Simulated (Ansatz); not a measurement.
**Ligand exchange: In(CH3)2F + SiH3(OH) → In(CH3)2(OH) + SiH3F**

Gas-phase species: In(CH3)2F, singlet; SiH3(OH), singlet; In(CH3)2(OH), singlet; SiH3F `F[SiH3]`, singlet. The partners trade F for OH: In–F and Si–OH bonds give way to In–OH and Si–F.

Shapes, held fixed at every level: PBE0-D4/def2-TZVP. Programs: Ansatz 0.2.0. Electronic energies: no zero-point or thermal term.

**Question.** Estimate ΔE of this reaction.

**Answer.** The highest level, CCSD(T)/def2-TZVPP, gives ΔE = -2.2 kJ/mol; the levels span -2.2 to +7.0. That is about zero within the method's error. They disagree on the sign: 5 of 7 are positive. The column of differences is taken from that level and isn't an error. No measured value is set beside it here. For atoms past krypton def2 sets carry core potentials with scalar relativity. Outer-core shells of In are correlated, in sets that cover them unevenly.

```
                level                    kind  ΔE (kJ/mol)  less CCSD(T)/def2-TZVPP
   PBE0-D4/def2-TZVPP           global hybrid         +5.7                     +7.9
r2SCAN0-D4/def2-TZVPP           global hybrid         +5.8                     +8.0
   wB97M-V/def2-TZVPP  range-separated hybrid         +3.9                     +6.1
    B2PLYP/def2-TZVPP           double hybrid         +1.9                     +4.1
        CCSD/def2-SVP   coupled cluster or CI         +7.0                     +9.2
      CCSD/def2-TZVPP   coupled cluster or CI         -1.0                     +1.2
   CCSD(T)/def2-TZVPP   coupled cluster or CI         -2.2                      0.0
```

The exchange is close to thermoneutral, and the calculation supports no firm preference of fluoride for silicon over indium. Both centres are electropositive and form strong, polar bonds to F and to OH. What counts is therefore not the strength of the Si–F bond itself, but how much more silicon gains than indium when OH is replaced by F. These two gains probably almost cancel, with ionic attraction dominant at indium and lone-pair donation from F or O into Si–H σ* orbitals adding to it at silicon.

Within CCSD, enlarging the basis moves the energy from +7.0 to -1.0 kJ/mol, far more than the perturbative triples do. This suggests that describing the compact, polarised F and O lone pairs and the polarisation at silicon matters more here than higher excitations. The balance between the monomers need not carry over to the condensed phase, where dimethylindium fluoride and hydroxide can associate through F or OH bridges, a stabilisation largely unavailable to the silanes.
